**Why freezing the lead 5d shell barely moves the gap of PbS**

A formula unit of lead sulfide enters these calculations with either 20 or 10 electrons. Sulfur brings six in both cases. Lead brings 14 if its filled 5d shell may respond to the crystal, and four if that shell is frozen as in the free atom. The 5d electrons lie far below the gap, so it seems that all ten can be dropped at little cost. The gap seems to agree, but the levels behind it tell a different story.

ABINIT density-functional calculations with the PBE functional for PbS (Fm-3m, two-atom cell with 4.194 Å edges), without spin polarisation or spin-orbit coupling. All runs use an 8×8×8 k mesh, on which the gaps are taken, and Fermi-Dirac occupations with a smearing width of 0.05 eV. The basis column gives the plane-wave cutoff.

```
                          potentials   basis  gap (eV)  direct gap (eV)  gap less the median of the rows (eV)
                    JTH PAW PBE v2.0  544 eV     0.359            0.359                                -0.010
                    SG15 NC PBE v1.2  844 eV     0.365            0.365                                -0.004
PseudoDojo NC SR PBE v0.4.1 standard  762 eV     0.369            0.369                                 0.000
                    SPMS NC PBE v1.0  599 eV     0.375            0.375                                 0.006
                 JTH PAW PBE v2.0 sp  544 eV     0.387            0.387                                 0.018
```

**What happens**

The two JTH sets stand at opposite ends of the table, although they share a name and a plane-wave cutoff. The set marked "sp" keeps only the outer s and p electrons of lead and gives the largest gap, 0.387 eV. Its partner with 5d among the valence electrons gives the smallest, 0.359 eV. The difference of 0.028 eV is about 8 % of the smaller gap.

That looks like a clean core effect until the other rows are considered. The four sets that treat 5d as valence already differ among themselves by 0.016 eV. The frozen row lies only 0.012 eV above the nearest of them. Judged by the gap alone, it could pass for one more member of the ordinary scatter between potentials.

A gap is a difference between two levels, and it hides any shift that both have in common. To see such a shift one needs a third level as a yardstick. The three sulfur p levels at the zone centre, which share one energy, can serve, though they need not stay fixed themselves. In the 5d-valence rows they lie 2.157 to 2.175 eV below the valence top, but in the frozen row only 2.107 eV. The frozen row now stands apart by 0.05 eV, about three times the scatter of the others.

**Why the levels move**

The band edges of PbS are known to lie at the L point, on the boundary of the Brillouin zone. The runs don't print where their edges lie, but their electronic entropy gives it away. Its size is that of one filled and one empty band next to the gap at four of the 512 mesh points, and four is the number of L points. The valence top there is mainly sulfur p, pushed upwards by filled lead levels beneath it. The lead 6s level does most of the pushing, and symmetry lets 5d take part. At L the sulfur p orbitals on opposite sides of a lead atom combine into a pattern that is even about that atom, as s and d orbitals are. A frozen 5d shell can't mix in this way, so part of the push is lost, the valence top sinks and the gap should open.

The conduction edge at L is mainly lead 6p, which is odd about the lead atom and can't mix with its 5d shell. If the lost push were the whole story, this edge would stay where it was. It doesn't: measured from the sulfur p levels, it comes 0.040 eV lower in JTH sp than in JTH. The valence top comes 0.068 eV lower. The gap grows only by the difference, 0.028 eV, so it shows less than half of the valence top's shift against this yardstick.

The lead s level at the zone centre serves as a control. Cubic symmetry keeps it, too, from mixing with 5d, yet it comes 0.073 eV lower. The sulfur p levels at the zone centre can't mix with 5d either, so the loss of that mixing can't be the only cause. Which levels moved is less clear. The two lowest empty levels at the zone centre come 0.053 eV lower as well, and counted from the valence top the lead s level shifts by only 0.005 eV. When all the others shift the same way against the yardstick, the simplest reading is that the yardstick itself has risen, though the runs share no fixed zero that could prove it. A possible reason is that the frozen shell no longer adjusts to the charge around it. The two lead datasets also differ in the radius of their atomic spheres, about 1.5 against 1.3 Å, and these runs don't separate the two influences.

The lost 5d push may still play its part. It would lower the valence top but not the conduction edge, and so open the gap, which is the direction found. But the frozen row lies above its nearest neighbour by less than the scatter of the other four, so the gaps alone don't prove it.

**How large: a simple estimate**

Suppose that only the valence top differs from one set to another. The distance $D$ from the sulfur p levels up to the conduction edge is then constant. With $d$ as the distance from the same levels up to the valence top, the gap is

$$E_\mathrm{gap} = D - d .$$

The mean of $D$ over the four 5d-valence rows is 2.534 eV. For the frozen row, which had no part in that mean, the estimate is $2.534 - 2.107 = 0.427$ eV. The calculation gives 0.387 eV, so the estimate is 0.040 eV too high. This excess is the amount by which the conduction edge lies closer to the sulfur p levels in that row, which the model leaves out.

Within the four rows that supplied the mean, the model misses the gap by at most about 0.005 eV. Counted from the sulfur p levels, their scatter thus sits mostly at the valence top, the state in which sulfur p and the filled lead levels meet. Why one of these sets comes above another is a different matter. Potentials and cutoffs change together from row to row, so their order should be read as a mark of the settings and not as a property of PbS. The printed output after this text lists the levels and the model gaps for each row.

**What to do about it**

When gaps of PbS from different potentials are compared, a difference of 0.01 to 0.03 eV should not be read as physics. It is what a change of dataset, in most cases together with its cutoff, produces here with crystal, functional and mesh held fixed. A series of calculations meant to reveal small changes should keep one set of potentials throughout.

A frozen shell should be tested on several levels, not on the gap alone. The useful question is which levels can mix with the shell by symmetry and which can't. If only the first kind moves, the lost mixing is the natural explanation. If levels that can't mix shift against one another, as here, something besides the mixing has changed, and the gap may show little of it. Where the position of the valence levels matters, the 5d electrons of lead belong among the valence electrons.

None of these gaps should be ranked by its closeness to a measured one. Spin-orbit coupling is left out in every row, and in PbS it is known to lower the gap by some tenths of an electronvolt. That is far more than the whole spread of the table, so good agreement with experiment would come from errors that cancel, not from a better potential.

Output of the analysis:

```
Levels counted from the sulfur p triplet in eV:
                                   row  lead valence electrons  valence top  conduction edge  lead s level
                      JTH PAW PBE v2.0                      14        2.175            2.534        -3.869
                      SG15 NC PBE v1.2                      14        2.174            2.539        -3.867
  PseudoDojo NC SR PBE v0.4.1 standard                      14        2.161             2.53        -3.878
                      SPMS NC PBE v1.0                      14        2.157            2.532        -3.867
                   JTH PAW PBE v2.0 sp                       4        2.107            2.494        -3.942
Model with only the valence top moving in eV:
                                   row  computed gap  model gap  model less computed
                      JTH PAW PBE v2.0         0.359     0.3588             -0.00025
                      SG15 NC PBE v1.2         0.365     0.3598             -0.00525
  PseudoDojo NC SR PBE v0.4.1 standard         0.369     0.3727              0.00375
                      SPMS NC PBE v1.0         0.375     0.3767              0.00175
                   JTH PAW PBE v2.0 sp         0.387     0.4267              0.03975
Range of the gap over all rows in eV: 0.028
Range of the gap over the rows with 5d as valence in eV: 0.016
Gap of JTH sp above the next highest row in eV: 0.012
Range of the triplet level over the rows with 5d as valence in eV: 0.018
Triplet level of JTH sp above the next highest row in eV: 0.05
Range of conduction edge from triplet over the rows with 5d as valence in eV: 0.009
Gap change from JTH to JTH sp in eV: 0.028
Gap change from JTH to JTH sp in percent: 7.799
Valence top from triplet, change from JTH to JTH sp in eV: -0.068
Conduction edge from triplet, change from JTH to JTH sp in eV: -0.04
Lead s level from triplet, change from JTH to JTH sp in eV: -0.073
Largest model miss in the rows with 5d as valence in eV: 0.00525
Model miss for JTH sp in eV: 0.03975
```
